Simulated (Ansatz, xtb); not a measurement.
**Ligand exchange: C2H6Si + C2H8OSi2 → C2H8Si2 + C2H6OSi**

Species: C2H6Si (vinylsilane) `C=C[SiH3]`, singlet; C2H8OSi2 `O[SiH2]/C=C/[SiH3]`, singlet; C2H8Si2 `C=C[SiH2][SiH3]`, singlet; C2H6OSi `C=C[SiH2]O`, singlet. The partners trade H for SiH3: Si–H and C–SiH3 bonds give way to Si–SiH3 and C–H.

Shapes, held fixed at every level: PBE0-D4/def2-TZVP. Flexible molecules stand in one conformer, not always the lowest. Programs: Ansatz 0.2.0, xtb 6.7.1. The zero-point and thermal change to 298 K, harmonic and unscaled (PBE0-D4/def2-TZVP), is +5.7 kJ/mol.

| level | kind | ΔH(298 K) (kJ/mol) | less CCSD(T)/CBS estimate | CPU time (sum over the molecules) |
| --- | --- | --- | --- | --- |
| GFN0-xTB | semi-empirical | +100.4 | +97.0 | 0.12 s |
| PBE-D4/def2-TZVPP | GGA | -7.6 | -11.0 | 34 s |
| PBE0-D4/def2-TZVPP | global hybrid | -5.5 | -8.9 | 38 s |
| wB97M-V/def2-TZVPP | range-separated hybrid | +6.8 | +3.4 | 2.4 min |
| B2PLYP/def2-TZVPP | double hybrid | +5.5 | +2.1 | 79 s |
| MP2/def2-SVP | perturbation theory | +9.6 | +6.2 | – |
| MP2/def2-TZVPP | perturbation theory | +9.5 | +6.1 | – |
| CCSD(T)/def2-SVP | coupled cluster or CI | +4.9 | +1.5 | 55 s |
| CCSD(T)/CBS estimate | coupled cluster or CI | +3.4 | 0.0 | 31 min |

The highest level, CCSD(T)/CBS estimate, gives ΔH(298 K) = +3.4 kJ/mol; the levels span -7.6 to +100.4. That is about zero within the method's error. They disagree on the sign: 7 of 9 are positive. GFN0-xTB strays far from the other rows. The column of differences is taken from that level and isn't an error. No measured value is set beside it here. The CBS estimate extrapolates MP2 from def2-TZVPP and def2-QZVPP and adds CCSD(T) − MP2 in the triple-zeta set, cores frozen. Times are processor times on shared x86 and Arm servers, and rough.

The exchange is nearly thermoneutral because two bond preferences offset each other. Replacing Si–H with the stronger C–H bond favours the products, while giving up a C–Si bond for the weaker, less polar Si–Si bond favours the reactants. The vibrational contribution of +5.7 kJ/mol exceeds the coupled-cluster enthalpy of +3.4 kJ/mol, so the underlying electronic change is slightly exothermic at that level. The positive contribution probably reflects the stiffer stretching and bending modes of C–H compared with Si–H.

With so little net energy left, small imbalances in describing the four bond types decide the sign. PBE and PBE0 fall on the exothermic side, whereas MP2 lies above coupled cluster. MP2 barely changes between the two basis sets, and in the smaller one the coupled-cluster treatment lowers the enthalpy, which points to correlation beyond second order as the main source of its offset. The GFN0-xTB value probably reflects a poor balance of its silicon and carbon bond parameters, not a real driving force. The enthalpies alone don't establish the position of equilibrium.
